**Question.** Treat Na$_{92}$ as free electrons in a hard-walled sphere. How far does its Fermi energy lie from that of bulk Na, and where do the surface and curvature terms of the level count come from, for the ball and for the disc?

**Answer.** Let $x=kR$, with energies $\hbar^2k^2/2m_e$ counted from the well bottom. The levels are the zeros of $J_\nu(x)$, with $\nu=|m|$ (disc) or $\nu=l+\tfrac12$ and degeneracy $2\nu$ (ball). Counts are per spin.

**Smooth count.** For $\nu<x$, Debye's expansion gives $J_\nu\propto\cos(\phi-\pi/4)$ with
$$\phi=w-\nu\arccos\frac{\nu}{x}-\frac1{8w}-\frac{5\nu^2}{24w^3},\qquad w=\sqrt{x^2-\nu^2}.$$
Zeros sit at $\phi=(n-\tfrac14)\pi$, so the averaged staircase of one channel is $n_\nu=\phi/\pi-\tfrac14$. The Euler–Maclaurin formula gives $\sum_m f(|m|)\simeq2\int f-f'(0)/6$ with $f=n_\nu$, and $\sum_l f(l+\tfrac12)\simeq\int f+f'(0)/24$ with $f=2\nu n_\nu$. The $w^{-3}$ integral diverges at $\nu=x$. Its finite part is the one to keep, as continuation from imaginary $k$ (where $w\ne0$) shows.

| source | disc | ball |
|---|---|---|
| $w-\nu\arccos(\nu/x)$ | $x^2/4$ | $2x^3/9\pi$ |
| $-1/4$ | $-x/2$ | $-x^2/4$ |
| $w^{-1}$, $w^{-3}$ terms | $1/12$ | $7x/12\pi$ |
| endpoint $\nu=0$ | $1/12$ | $x/12\pi-1/48$ |

$$\bar N_{\rm disc}=\frac{x^2}4-\frac x2+\frac16,\qquad \bar N_{\rm ball}=\frac{2x^3}{9\pi}-\frac{x^2}4+\frac{2x}{3\pi}-\frac1{48}.$$
These match the general hard-wall Weyl forms $Ak^2/4\pi-Lk/4\pi+\oint\kappa\,ds/12\pi$ and $Vk^3/6\pi^2-Sk^2/16\pi+k\oint(\kappa_1+\kappa_2)\,dS/12\pi^2$, where $A,L,V,S$ are area, perimeter, volume and surface and $\kappa,\kappa_{1,2}=1/R$ are the curvatures.

**Inversion.** For the disc, $x=1+\sqrt{4\bar N+1/3}$. For $N$ electrons in the ball set $\bar N=N/2$ and $x_0=(9\pi N/4)^{1/3}$, which equals $k_FR$ when the mean density is the bulk one. Then
$$x=x_0+\frac{3\pi}8+\frac{9\pi^2/64-1}{x_0}+\dots$$
The kinetic energy follows from $dT/dN=\hbar^2x^2/2m_eR^2$ at fixed $R$:
$$T=\tfrac35NE_F\left[1+\frac{15\pi}{16x_0}+\frac{45\pi^2/64-10/3}{x_0^2}\right].$$
The second term is $S\,k_F^2E_F/16\pi$, and the third is $(3\pi/16-8/9\pi)\,k_FR\,E_F$.

**Na$_{92}$.** A typical $r_s=3.93$ bohr gives $E_F=3.24$ eV, $R=r_sN^{1/3}=17.74$ bohr and $x_0=8.664$. The exact zeros are 1s 3.142, 1p 4.493, 1d 5.763, 2s 6.283, 1f 6.988, 2p 7.725, 1g 8.183, 2d 9.095, 1h 9.356, 3s 9.425. These hold 46 states. The first empty level is 2f at 10.417.

The series gives $x=8.664+1.178+0.045=9.887$. The three-term cubic has its root at 9.885, where the terms are $68.3-24.4+2.1=46.0$. The middle of the exact gap is 9.92. The smooth Fermi energy is 4.22 eV, 30% above bulk, between 3s (3.84 eV) and 2f (4.69 eV).

The curvature term, 2.1 states, is smaller than the 11-fold 1h step, so it shows only in averages such as $T$. The bracket is $1+0.340+0.048=1.388$, and the next order adds 0.004. The exact sum $\sum(2l+1)x_{nl}^2=2864.7$, divided by $\tfrac35\cdot46\,x_0^2$, gives 1.383, lower as befits a closed shell.

**Where the wall belongs.** The 30% is the model's number. In a real neutral cluster the interior density typically stays near bulk, so a wall at $R$ overshoots by roughly the whole shift. A flat wall removes $2k_F^2/16\pi$ electrons per area, a bulk layer of thickness $d=3\pi/8k_F=2.41$ bohr. Bardeen's infinite-barrier model restores neutrality by moving the wall out by $d$. Then $k=x/(R+d)$, the $3\pi/8$ term cancels, $k/k_F\simeq1+(9\pi^2/64-1)/x_0^2$, and the surface term of $T$ falls to one fifth, $S\,k_F^2E_F/80\pi$. With $x=9.885$ the model gives 3.27 eV, 0.9% above its bulk value, while 3s and 2f lie at 2.98 and 3.63 eV. The shell gap then far outweighs the smooth size shift.